Ansatz 0.2.0, plane-wave PAW density functional theory (LDA, no spin polarisation) for a clean 12-atom (001) slab of hexagonal diamond, lower half held at bulk positions; cutoff 600 eV, 39 × 39 × 1 k mesh, Gaussian smearing 0.1 eV. Shares cover states from 0.25 eV below the Fermi level up to it, each counted full; heights are mean values measured from the top atom.

| row | plane share | plane formula | plane height (Å) |
| --- | --- | --- | --- |
| 1 | 0.463 | C2 | -10.518 |
| 2 | 0.063 | C2 | -8.459 |
| 3 | 0.011 | C2 | -6.399 |
| 4 | 0.010 | C2 | -4.330 |
| 5 | 0.074 | C2 | -2.261 |
| 6 | 0.380 | C2 | -0.125 |

The electronic states just below the Fermi level of this slab of hexagonal diamond live on its two faces. Each step inwards from a face cuts their share by a factor of about five to seven, so two planes in only about a fortieth of the outermost share is left. The rows count the planes from the bottom face to the top one, and each plane is a puckered layer with two carbon atoms per cell. The plane share is the part of all states in the energy window that sits on that plane. A state spread evenly through the slab would put a sixth on every plane, whereas rows 3 and 4 hold only about one hundredth each.

The states come from broken bonds. A carbon atom inside diamond uses its four valence electrons in four bonds, but at each face one atom per cell has lost a neighbour. It keeps an orbital that points out of the slab and holds one electron. With no partner, this orbital is neither pulled down into the bonding states nor pushed up into the antibonding ones. Its energy therefore lies between them, in the wide band gap of diamond.

The electron count agrees with this picture. Between 0.5 eV below and 1 eV above the Fermi level the slab has four states per cell, two on its lower half and two on its upper half. One band takes two electrons of opposite spin, so each face carries exactly one band. About one state per face lies below the Fermi level, as it should if each broken bond supplies one electron. The bands are half filled, and this makes the faces metallic in the calculation while the middle of the slab stays nearly empty at these energies.

The gap also explains why the share falls so fast. At an energy inside the gap the crystal has no travelling wave that could carry the state into the interior. The only solutions left fade with depth, and the density at a depth $z$ below the face roughly follows, on average over a plane,

$$\rho(z) \propto e^{-z/\lambda},$$

where $\lambda$ is the decay length. Planes at equal distances $d$ then lose density by the same factor $f = e^{d/\lambda}$ at every step. From row 1 to row 2 the factor is 0.463/0.063 = 7.35 over about 2.06 Å, which gives a decay length of about 1 Å, less than one carbon–carbon bond. In general, a level far from both edges of a wide gap dies out quickly, while one close to a band edge reaches deeper. The edges that count are those of bulk waves with the same wave vector along the surface.

This factor allows an estimate for the middle of the slab, where the tails of both faces meet. The model takes the damping from the step between rows 1 and 2, continues each tail inwards from its second plane, and adds the two densities. For row 4, the nearer tail starts at row 5 and the farther one at row 2:

$$\frac{0.074}{7.35} + \frac{0.063}{7.35^2} \approx 0.010 + 0.001 = 0.011.$$

The table has 0.010 there. For row 3 the same rule also comes within about a tenth of the tabulated share. Neither of these two rows entered the estimate, though the agreement is a test of consistency for two small numbers and no more. The difference between rows 3 and 4 is mostly rounding, since with one more digit their shares are 0.0105 and 0.0103.

The rule fails at the top face. Applied to the step from row 6 to row 5, it would leave 0.380/7.35 = 0.052 on row 5, about 30 % less than the 0.074 in the table. The two faces have different structures: the bottom atoms were held at their positions in the bulk crystal, while the top atoms were free to relax. The top layer has flattened, with its two atoms differing in height by 0.25 Å instead of about 0.52 Å at the bottom. The vertical bond that ties it to row 5 has stretched to about 1.8 Å, well beyond the usual 1.54 Å.

Such a change should alter the surface state. In a flatter layer the three remaining bonds of the surface atom lie closer to one plane, as in graphite, and the broken-bond orbital becomes more like a pure p orbital. It can then overlap sideways with the orbital of the neighbouring atom that forms the stretched vertical bond. Because that bond is weak, its orbitals lie closer in energy to the surface level and mix with it more easily. This would carry part of the state down to row 5, and it would also link the surface atoms to one another and so widen their band. The bottom face is the same cut of the crystal with its bulk shape kept, so the comparison ties the change to the relaxation. The mixing itself was not computed separately, but the shares at higher energy fit it: between 0.5 and 1 eV above the Fermi level, at the upper end of the top face's band, row 5 holds nearly as large a share as row 6. Row 4 still has about a seventh of the states there, so the decay into the crystal is slower as well, and the stretched bond may not be the whole cause.

The wider band at the top is itself plain from the state counts, and it accounts for most of the other irregularity, the larger share of row 1 compared with row 6. About 98 % of the surface states on the lower half lie within 0.25 eV of the Fermi level, but only about 65 % of those on the upper half. The window in the table therefore catches nearly all the occupied states of the bottom face and cuts off part of those of the top face. When the window is extended down to 0.5 eV below the Fermi level, so that it holds the whole occupied part of both surface bands, the order turns round, with 0.41 on row 1 and 0.43 on row 6. The larger value in row 1 thus reflects where the window ends, and does not mean that the bottom face has more states in these two bands. Between 2 and 0.5 eV below the Fermi level, however, lie further states, more than half of them on row 1 and almost none on row 6, and a window reaching down to 1 eV below would put row 1 ahead again.

For a real surface, only the upper end of the table is a candidate, since the frozen bottom face is a product of the slab model. Even there, the metallic state belongs to an ideal surface whose smallest cell repeats unchanged. The closely related clean (111) face of cubic diamond lowers its energy by pairing its broken bonds in chains, which this cell is too small to allow. Half-filled narrow bands may also become magnetic, and the calculation left out spin polarisation. Either change could move or split the surface bands, and with them the shares in so narrow a window. That the states fade with depth rests on firmer ground, because it follows from the gap of the crystal beneath. How fast they fade is less certain, because it depends on the energy and on the face, and the local density approximation makes the gap of diamond too narrow. The printed analysis below gives the step factors and the state counts for both faces.

Output of the analysis:

```
Plane by plane:
  row  share over an equal sixth  distance to the row before (angstrom)  factor between this row and the row before
    1                      2.778                                    n/a                                         n/a
    2                      0.378                                  2.059                                       7.349
    3                      0.066                                   2.06                                       5.727
    4                       0.06                                  2.069                                         1.1
    5                      0.444                                  2.069                                         7.4
    6                       2.28                                  2.136                                       5.135
Decay length of the density from row 1 to row 2 (angstrom): 1.032
Two added tails, estimated share of row 3: 0.009942
Two added tails, estimated share of row 4: 0.01124
Row 1 over row 6 (ratio of shares): 1.218
Lower half over upper half of the slab (ratio of shares): 1.157
Concentration on the outermost plane, lower half over upper half (ratio): 1.053
States from -0.5 to 1 eV (per cell): 4
States from -0.5 to 1 eV on the lower half (per cell): 2.012
States from -0.5 to 1 eV on the upper half (per cell): 1.988
States from -0.5 to 0 eV on the lower half (per cell): 0.966
States from -0.5 to 0 eV on the upper half (per cell): 1.05
Part of the lower-half states within 0.25 eV of the Fermi level (percent): 97.79
Part of the upper-half states within 0.25 eV of the Fermi level (percent): 65.26
Share of row 1 in the wider window from -0.5 to 0 eV: 0.4132
Share of row 6 in the wider window from -0.5 to 0 eV: 0.4287
Height difference of the two atoms in the top bilayer (angstrom): 0.25
Height difference of the two atoms in the bottom bilayer (angstrom): 0.5186
Vertical bond between row 5 and row 6 (angstrom): 1.786
```
